Cadmium sulfide in its hexagonal form is a semiconductor. Its highest filled levels belong mainly to the sulfur p orbitals, and a hole left by a removed electron settles at the top of them. How far that top falls away from its maximum depends on the phase with which the electron wave runs from cell to cell. The table gives levels at several such phases, from a standard density-functional calculation without spin-orbit coupling.

ABINIT 10.8.3 calculation of hexagonal CdS (P6_3mc, 4 atoms per cell) with the PBE functional, PseudoDojo NC SR PBE v0.4.1 standard pseudopotentials and no spin-orbit coupling. The plane-wave cutoff is 1387.78 eV, the k mesh 5×5×3 and the Fermi-Dirac smearing 0.05 eV. Levels are relative to the valence top and numbered downwards from the highest filled one.

```tsv
point a (reciprocal cell vector)	point b (reciprocal cell vector)	point c (reciprocal cell vector)	level under 4 (eV)	level under 3 (eV)	level under 2 (eV)	level under 1 (eV)
0.0000	0.0000	0.0000	-0.755	-0.043	0.000	0.000
0.4000	0.2000	0.0000	-2.739	-2.140	-1.486	-1.305
0.0000	0.0000	0.3333	-0.576	-0.576	-0.199	-0.199
0.2000	0.0000	0.3333	-1.578	-0.958	-0.723	-0.500
0.4000	0.0000	0.3333	-1.908	-1.499	-0.998	-0.956
0.2000	0.2000	0.3333	?	?	?	?
0.4000	0.2000	0.3333	?	?	?	?
```

The columns point a, point b and point c fix the wave: its phase turns by 360° times each number per cell along the matching crystal axis. The point (0,0,0), called Γ, has the same phase in every cell. "Level under 1" is the highest filled level, in eV from the valence top, and the next three lie at or below it. The columns sort levels by energy, so reading down one of them can mean changing from one kind of orbital to another.

## (a) Why does the highest filled level fall away from Γ?

**Solution.** Picture each sulfur atom with its twelve nearest sulfur neighbours: six in its own layer, three above and three below. Two p orbitals that point along the line joining them, with lobes of opposite sign face to face, are antibonding, which raises the energy. In the highest level at Γ every sulfur atom carries the same orbital in the same orientation, so every head-on contact is of this kind. Away from Γ the phase turns some contacts towards bonding, and the level sinks.

This can be counted. Let V be the strength of one full head-on contact, including whatever part of it runs through cadmium. The levels alone do not show how large that part is. A contact at an angle to the orbital counts by the squared cosine of that angle. Over twelve neighbours these add up to 4, so the top at Γ lies at 4V.

Now let the wave run along point a, with point b zero. In the model, the highest level then comes from the orbital that lies in the layer, crosswise to the wave:

E = V [2 + cos(360°·a) + cos(180°·c)]

The 2 comes from the two neighbours straight along the orbital, which the in-layer wave leaves in phase. The first cosine collects four slanted neighbours in the same layer, and the second collects those in the layers above and below. The last angle is 180° because a cell holds two layers.

Take (0.4,0,1/3) as an example. The bracket is 2 − 0.81 + 0.50 = 1.69, which is 2.31 less than at Γ. With V = 0.412 eV the level should lie at −0.95 eV, and the calculation gives −0.956 eV. This row helped to set V, the single constant fitted to the highest level of the five known rows.

At (0.4,0.2,0) a different orbital wins in the model: the upright one, which points from layer to layer. Its neighbours in the layer lie sideways and drop out of the count, so it depends on the six contacts above and below. Their phases largely cancel, leaving about 0.82V of the original 4V. That puts the level at −1.31 eV, again close to the calculated value.

The typical error of the fit is below 0.01 eV. The Γ row is no test, since model and calculation both have their zero there. The same V does less well for lower levels, and it can fail badly for the deeper ones far from Γ. At Γ it places a pair, with successive layers out of step, at −0.82 eV, where the calculation has a level at −0.755 eV. The model also makes all three p orbitals equal at Γ, whereas the table has a single level 0.043 eV below a pair. Spin-orbit coupling, left out here, would also split that pair, so the real valence top is less simple than either picture.

## (b) Where should the highest filled level lie at the two points marked with question marks?

**Solution.** At both points point b differs from zero, and the wave also has a phase shift between layers. Together these bring in an effect that none of the highest levels in part (a) felt in the model: upright and in-plane orbitals mix.

The mixing comes from the slanted contacts between layers. Such a contact is partly upright and partly horizontal, so it can link an upright orbital in one layer to an in-plane orbital in the next. The links to the layer above and the layer below have opposite signs. With point c zero they cancel; with a phase shift between layers they do not. Mixed levels push each other apart, so the highest one moves up.

Consider (0.4,0.2,1/3). By the sixfold symmetry of the crystal it is equivalent to (0.4,0.4,1/3), where the problem reduces to three orbitals at a time. Compared with (0.4,0.2,0), the phase shift between layers halves the upright orbital's own energy, from 0.82V to 0.41V. That alone would lower the level. Mixing more than makes up for it: the highest solution of the three-orbital problem is 1.47V, or 2.53V below Γ.

The forecast is therefore −1.04 eV, with a range of ±0.10 eV. The level should lie roughly a quarter of an eV above its place at (0.4,0.2,0), even though the wave now differs from Γ in one more direction.

At (0.2,0.2,1/3) the in-layer phase is smaller, so fewer antibonding contacts are lost. The same steps put the level 2.02V below Γ. The forecast is −0.83 eV, again with a range of ±0.10 eV. Both ranges are much wider than the error of the fit, because the lower levels in part (a) showed that one V does not serve every orbital combination equally well.

A simpler picture makes a useful contrast. Give each sulfur atom a round orbital without direction, on the same lattice and again with one fitted strength. Real round orbitals bond when they are in step, which would put Γ at the bottom, so the fit has to reverse the sign of their coupling. Round orbitals have no upright and in-plane parts to mix. They feel only the weakening of the contacts between layers, so they predict a slight fall from (0.4,0.2,0) to (0.4,0.2,1/3) where the directed orbitals predict a clear rise.

## (c) What does the calculation give, and what do the hits and misses teach?

**Solution.** The forecasts can now be checked.

The withheld rows as computed:

```tsv
point a (reciprocal cell vector)	point b (reciprocal cell vector)	point c (reciprocal cell vector)	level under 4 (eV)	level under 3 (eV)	level under 2 (eV)	level under 1 (eV)
0.2000	0.2000	0.3333	-1.835	-1.806	-1.222	-0.856
0.4000	0.2000	0.3333	-2.396	-1.720	-1.502	-1.090
```

Both highest levels fall within their ranges. At (0.2,0.2,1/3) the calculated level is −0.856 eV, about 0.02 eV below the forecast. At (0.4,0.2,1/3) it is −1.090 eV, about 0.05 eV below the forecast.

The more telling result is the direction of the change. From (0.4,0.2,0) to (0.4,0.2,1/3) the highest level rises by 0.215 eV, against a forecast of 0.27 eV. The round orbitals predicted a fall of about 0.05 eV, and they also miss both new levels by more than the directed ones do. The numbers thus favour a model with directed orbitals. That mixing of upright and in-plane orbitals causes the rise is the model's explanation, which the energies support but do not display directly.

The two misses are several times larger than the typical error on the known rows. The model suggests why the earlier agreement was too flattering. In each known row the highest level can be described by an orbital that is purely in-plane or purely upright, so the fit never tested the mixing. The new points did, and there the model places the level slightly too high. The model leaves out side-on contacts between p orbitals, and it can take in coupling through cadmium only as part of one head-on strength. Either shortcoming might account for the difference, but this is a guess.

To judge another point in such a crystal, first ask which neighbours an orbital points at and whether the wave keeps them in phase. Then ask whether a phase shift between layers lets upright and in-plane orbitals mix. The same questions matter when levels are interpolated between the points of a coarse mesh. A smooth curve drawn through "level under 1" can join orbitals of different kinds and smooth over the places where their levels cross. The printed analysis below compares both models row by row.

Output of the analysis:

```
fit of level_under_1 on 5 rows: coefficient of drop 0.4124 +/- 0.0016; rms 0.00578, worst 0.2 0.00883, leave-one-out rms 0.00796
  rows outside the fit (model, value, miss): 0.2 -0.8317, -0.856, 0.0243; 0.4 -1.044, -1.09, 0.0462
fit of level_under_1 on 5 rows: coefficient of rounddrop 0.08825 +/- 0.0046; rms 0.0794, worst 0.4 0.124, leave-one-out rms 0.134
  rows outside the fit (model, value, miss): 0.2 -0.9499, -0.856, -0.0939; 0.4 -1.236, -1.09, -0.146
Top filled level, two models:
  row  directed drop in V  directed p eV  round orbital eV
  0.0                   0              0                 0
  0.4              -3.176          -1.31            -1.181
  0.0             -0.4999        -0.2062           -0.2647
  0.2              -1.191        -0.4912            -0.553
  0.4              -2.309        -0.9523            -1.051
  0.2              -2.017        -0.8317           -0.9499
  0.4              -2.531         -1.044            -1.236
Lower pair at Gamma, directed model, eV: -0.8249
Lower pair at Gamma, model less computed, eV: -0.06987
Lower pair at (0,0,1/3), directed model, eV: -0.6187
Lower pair at (0,0,1/3), model less computed, eV: -0.04269
Change of top level from (0.4,0.2,0) to (0.4,0.2,1/3), directed model, eV: 0.2661
Same change, round orbitals, eV: -0.05453
Same change, computed, eV: 0.215
```
